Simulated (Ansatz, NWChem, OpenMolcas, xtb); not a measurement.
# Ligand exchange: SiH3(OH) + BH2(SH) → SiH3(SH) + BH2(OH)

Species: SiH3(OH) (silanol), singlet; BH2(SH), singlet; SiH3(SH) (sulfanylsilane), singlet; BH2(OH), singlet. The partners trade OH for SH: Si–OH and B–SH bonds give way to Si–SH and B–OH.

Shapes, held fixed at every level: PBE0-D4/def2-TZVP. Programs: Ansatz 0.2.0, NWChem 7.3.0, OpenMolcas 26.06, xtb 6.7.1. A level may come from different programs for different species; with the same settings they agree closely. The zero-point and thermal change to 298 K, harmonic and unscaled (PBE0-D4/def2-TZVP), is +2.1 kJ/mol.

```csv
level,kind,ΔH(298 K) (kJ/mol),less CCSD(T)/CBS estimate
GFN0-xTB,semi-empirical,-141.7,-130.4
HF/def2-SVP,Hartree–Fock,-28.0,-16.7
HF/def2-TZVPP,Hartree–Fock,-10.6,+0.7
SPW92/def2-TZVPP,LDA,-16.0,-4.7
PBE0/def2-SVP,global hybrid,-33.8,-22.5
wB97M-V/def2-TZVPP,range-separated hybrid,-14.2,-2.9
CCSD/def2-SVP,coupled cluster or CI,-27.6,-16.3
CCSD(T)/def2-TZVPP,coupled cluster or CI,-10.8,+0.5
CCSD(T)/CBS estimate,coupled cluster or CI,-11.3,0.0
```

The highest level, CCSD(T)/CBS estimate, gives ΔH(298 K) = -11.3 kJ/mol; the levels span -141.7 to -10.6. GFN0-xTB strays far from the other rows. The column of differences is taken from that level and isn't an error. No measured value is set beside it here. The CBS estimate extrapolates MP2 from def2-TZVPP and def2-QZVPP and adds CCSD(T) − MP2 in the triple-zeta set, cores frozen.

The exchange is mildly exothermic: boron gains more from trading sulfur for oxygen than silicon loses. Both centres are electropositive and form strong, polar bonds to oxygen, so much of the preference cancels. What tips the balance is probably boron's empty 2p orbital, which accepts π density from a compact oxygen lone pair better than from the more diffuse 3p lone pair of sulfur; silicon has no comparably low-lying empty p orbital.

The basis set matters more here than the treatment of correlation. Hartree–Fock and CCSD(T) nearly coincide in def2-TZVPP, whereas all three def2-SVP rows make the exchange markedly too exothermic. The small set probably describes the polarised Si–O bond of silanol too poorly, which would raise the energy of the reactants. GFN0-xTB gets the sign right but not the magnitude. The reaction enthalpy alone doesn't show how readily the ligands exchange, since that depends on the barrier.
